## Why rutile resists squeezing more than stretching

Take a crystal cell and change all its edges by the same fraction e, once inwards and once outwards. If the energy rose as a plain spring law, E = ½Ae² with a constant stiffness A, the force against the strain would be equally large both ways. The pressure would still differ a little, because pressure is energy per volume, P = −dE/dV, and a given strain sweeps out less volume in a small cell than in a large one. With V = V₀(1 + e)³, where V₀ is the volume of the unstrained cell, this gives

P = −Ae / [3V₀(1 + e)²].

For equal and opposite strains the two pressures therefore differ in size only by the squared ratio of the edges.

Rutile TiO2 computed with Ansatz 0.2.0 using PBE+U (U = 4 eV on Ti d), PAW, a 420 eV plane-wave cutoff and a 6×6×10 k mesh, without spin polarisation. All cell edges are strained equally and the atoms relaxed in the held cell to a force tolerance of 0.008 eV/Å. The pressure is the mean of the three normal stresses, positive in compression.

```csv
volume (relaxed cell) (Å³/atom),c/a (relaxed cell),shortest distance (relaxed cell) (Å),pressure (GPa)
9.396,0.6478,1.891,39.83
9.846,0.6478,1.923,23.79
10.310,0.6478,1.948,10.66
11.281,0.6478,1.993,-8.52
11.789,0.6478,2.013,-15.22
12.312,0.6478,2.032,-20.39
```

The smallest and largest cells are strained by −4.5 % and +4.5 %. The spring law gives a pressure ratio of (1.045/0.955)² = 1.20. The calculation gives 39.83/20.39 = 1.95. Volume counting thus accounts for a small part of the asymmetry, and the remaining factor, 1.95/1.20 ≈ 1.6, means that the force against squeezing really is larger than the force against stretching. The estimate puts the energy minimum at the unstrained cell. A straight line between the rows on either side of zero pressure would put it at a slightly larger volume and raise the estimate by about a tenth; since the pressure curve sags below such a line, the true correction is smaller.

### A wall on one side, a fading pull on the other

The physical reason appears in two limits. When the ions are pushed together, the filled electron shells of titanium and oxygen overlap, and so do those of neighbouring oxygens. The Pauli principle makes this overlap costly, and the cost grows roughly exponentially as the distance shrinks. Squeezing therefore meets a wall that becomes steeper the further one goes.

When the ions are drawn far apart, the crystal ends as separate particles that no longer pull on each other. The tension must then return to zero, so it has to pass through a maximum on the way. Between the wall and that maximum the pressure curve must flatten. The attraction, partly ionic and partly covalent, fades more slowly with distance than the repulsion, which is why it wins in the wider cells.

Zero pressure is the volume at which the two contributions balance. In the table the sign changes between 10.310 and 11.281 Å³/atom. A negative pressure means that the cell is being held open and would contract if released. Such a state is a normal part of the curve: the attraction outweighs the repulsion there, just as the repulsion outweighs the attraction in the compressed rows.

### The large step in the middle

Read row by row, the pressure drops seem irregular: the largest of them, 19.2 GPa, stands in the middle of the series. The volume step there is about twice as wide as the others, because the table has no row for the unstrained cell. Divided by the volume change, the drop falls into line. It lies between those of the neighbouring steps, and the slope weakens at every step from the smallest cell to the largest.

For practical use the slope is better expressed as a bulk modulus, the pressure needed per fractional change of volume. It falls from about 340 GPa between the two smallest cells to about 120 GPa between the two largest. A volume change of one per cent thus shifts the pressure by about 3.4 GPa in the squeezed crystal and by 1.2 GPa in the stretched one. A single stiffness, taken near zero pressure, would understate the resistance to strong compression and overstate the resistance to strong stretching.

### What the oxygen atoms do

The atoms inside the cell are free to move, and this could be suspected of causing the softening. From the first row to the last the edges grow by 9.4 %, but the shortest distance grows by only 7.5 %. The oxygens have evidently shifted so as to spare some bonds. In rutile each titanium has four oxygens at one distance and two at another, and once it is settled which set is the shorter, the cell size and the shortest distance fix the other length. If the same set is taken as the shorter in all rows, the gap between the two lengths narrows from the largest cell down to 9.846 Å³/atom and then widens again in the smallest. This kink suggests that the sets trade places there as the shorter one. Whichever way the bonds are assigned, one set stretches by more than the edges do.

A balance of forces suggests which set that is. Each oxygen has three titanium neighbours: two bonds of the fourfold set pull it one way, and one bond of the twofold set pulls it back. The single bond must hold against the combined pull of the pair, so it should stretch most. This argument counts only forces between titanium and oxygen, and the table doesn't identify the bonds, so the assignment remains likely but unproven.

The energy involved appears to be modest. In the cells at 9.846 and 11.789 Å³/atom the relaxation lowers the energy by only about 1 % and 3 % of its height above the lowest row. These relaxations began from the settled oxygen positions of the neighbouring, less strained cells, however, so they count only the last part of the shift. If the shift grows in step with the strain, that part is about half. The energy saved goes roughly as the square of the displacement, so the whole shift would be worth about four times as much, or some 5 % and 11 %. The oxygens are therefore expected to soften the crystal somewhat, but not to be the main source of the asymmetry. Nor does the electronic state change character: a band gap of more than 2 eV remains in every row.

### A pressure that is an average

The ratio c/a, the length of the c edge over that of the a edge, is held fixed, so the cell cannot choose its own shape. The stress then differs with direction, and the printed pressure is its mean. In every row the stress along c is the larger in size, by a factor of 1.2 in the smallest cell and nearly 1.5 in the largest. A likely reason is that the TiO₆ octahedra share edges along c, which brings titanium ions close together in stiff chains, whereas the links between chains run through shared corners and can flex. Under a truly even pressure the crystal would shorten less along c than along a, and its bulk modulus would be somewhat lower than the values given here.

### How far the numbers can be trusted

The rows are a selection: runs that failed or met a known fault of the program, and some with graver warnings, are left out. In the rows shown, the stresses were computed with a rather loose electronic convergence, so an independent check is useful. The energy difference between two neighbouring cells, divided by their volume difference, gives the mean pressure between them. For the two smallest cells this is 31.5 GPa, against 31.8 GPa for the average of the two printed pressures. The average should lie slightly too high on a curve that bends this way, and it does so in all five steps. The printed output below lists these comparisons; the spring estimate uses only the edge lengths, with no constant adjusted to the pressures.

The runs add a Hubbard correction of 4 eV on the titanium d shell to PBE, so the absolute pressures are not those of plain PBE. Both methods tend to make oxide cells too large, so the pressure at a given volume is expected to lie above that of the real crystal. The rutile symmetry was kept throughout. The runs therefore can't show a change of phase or a distortion that lowers the symmetry. Real rutile gives way to denser phases under strong compression, and strong stretching is expected to favour a polar distortion, so the outer rows describe a crystal that is held in the rutile form.

The analysis program printed:

```
Each row against the row before it:
     row  pressure drop GPa  drop per volume GPa per A3 per atom  bulk modulus GPa  mean of end pressures GPa  mean pressure from energies GPa
   9.846              16.04                                35.64             342.9                      31.81                            31.49
   10.31              13.13                                 28.3             285.2                      17.23                            16.97
  11.281              19.18                                19.75             213.2                       1.07                           0.2736
  11.789                6.7                                13.19             152.1                     -11.87                           -12.03
  12.312               5.17                                9.885             119.1                      -17.8                           -17.92
Stress by direction and band gap:
     row  along a GPa  along c GPa  c less a GPa  c over a  gap eV
   9.396        37.33        44.82         7.484       1.2   2.499
   9.846        22.13         27.1         4.968     1.224   2.414
   10.31        9.831        12.33         2.498     1.254   2.335
  11.281        -7.65       -10.25        -2.603      1.34     2.2
  11.789       -13.42       -18.81        -5.385     1.401    2.15
  12.312        -17.6       -25.96         -8.36     1.475   2.103
Ti-O distances:
     row  edge a A  shortest A  other two if four are shortest A  other four if two are shortest A
   9.396     4.432       1.891                             1.902                             1.898
   9.846     4.501       1.923                             1.929                             1.927
   10.31     4.571       1.948                             1.966                              1.96
  11.281      4.71       1.993                             2.048                             2.029
  11.789      4.78       2.013                             2.093                             2.065
  12.312     4.849       2.032                              2.14                             2.102
growth of the edges from first to last row in percent: 9.428
growth of the shortest distance in percent: 7.456
growth of the other two bonds if four are shortest in percent: 12.48
growth of the other four bonds if two are shortest in percent: 10.72
volume of zero pressure by a straight line between rows in A3 per atom: 10.85
pressure of the smallest cell over tension of the largest: 1.953
same ratio if energy were quadratic in linear strain: 1.197
slope of the first pair over slope of the last pair: 3.606
energy saved by oxygen relaxation at 9.846 in eV per cell: 0.0035
energy saved by oxygen relaxation at 11.789 in eV per cell: 0.00607
saving at 9.846 in percent of the energy above the lowest row: 1.148
saving at 11.789 in percent of the energy above the lowest row: 2.653
```
